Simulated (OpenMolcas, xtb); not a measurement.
**A ladder of methods for SiH3OF (SMILES O[SiH2]F)**

SiH3OF has 6 atoms, charge 0, and is taken as a singlet. SMILES: `O[SiH2]F`. The coordinates come from a PBE0-D4/def2-TZVP relaxation. This is one conformer, not always the lowest.

```xyz
6

O    -0.8535   -0.2092   -0.9241
Si    0.3783   -0.0093    0.1239
F     0.1808   -0.9228    1.4178
H    -1.7142    0.1502   -0.7056
H     1.5956   -0.4585   -0.5758
H     0.4551    1.3856    0.6176
```

Quantity: the HOMO–LUMO gap, in eV. The values are calculated.

```
             level            kind     program  value (eV)   CPU time
          GFN2-xTB  semi-empirical         xtb        6.91  under 2 s
    HF/aug-cc-pVDZ    Hartree–Fock  OpenMolcas       13.95       12 s
 SVWN5/aug-cc-pVDZ             LDA  OpenMolcas        6.78       28 s
   PBE/aug-cc-pVDZ             GGA  OpenMolcas        6.81       37 s
revPBE/aug-cc-pVDZ             GGA  OpenMolcas        6.79       37 s
 M06-L/aug-cc-pVDZ        meta-GGA  OpenMolcas        7.64       55 s
 B3LYP/aug-cc-pVDZ   global hybrid  OpenMolcas        8.49       34 s
  PBE0/aug-cc-pVDZ   global hybrid  OpenMolcas        8.97       34 s
B2PLYP/aug-cc-pVDZ   double hybrid  OpenMolcas       10.92       27 s
```

The values span 6.78 to 13.95 eV. Orbital gaps aren't excitation energies, and those of double hybrids come from the SCF part alone; they tend to grow with the share of exact exchange. Times are those of the runs behind each value, whatever else they computed, on shared processors of several kinds: orders of magnitude only.

The gap depends far more on how exchange is treated than on the semilocal functional chosen: SVWN5, PBE and revPBE nearly coincide, while Hartree–Fock gives about twice their value. In Hartree–Fock an occupied orbital feels the other electrons only, whereas an empty one feels all of them, so the HOMO lies deep and the LUMO is barely bound or unbound. A semilocal potential acts alike on both and decays too fast outside the molecule, which raises the HOMO and narrows the gap; hybrids fall between. M06-L reaches 7.64 eV without exact exchange, probably because its dependence on the kinetic-energy density makes the potential orbital-dependent.

The HOMO is probably an oxygen lone pair, since fluorine holds its own more tightly, and the LUMO a diffuse orbital with some Si–O and Si–F antibonding character. The closeness of GFN2-xTB to the GGAs is likely fortuitous, as its minimal valence basis can't describe such a diffuse level. Whether the LUMO energies are converged with respect to further diffuse functions remains open.
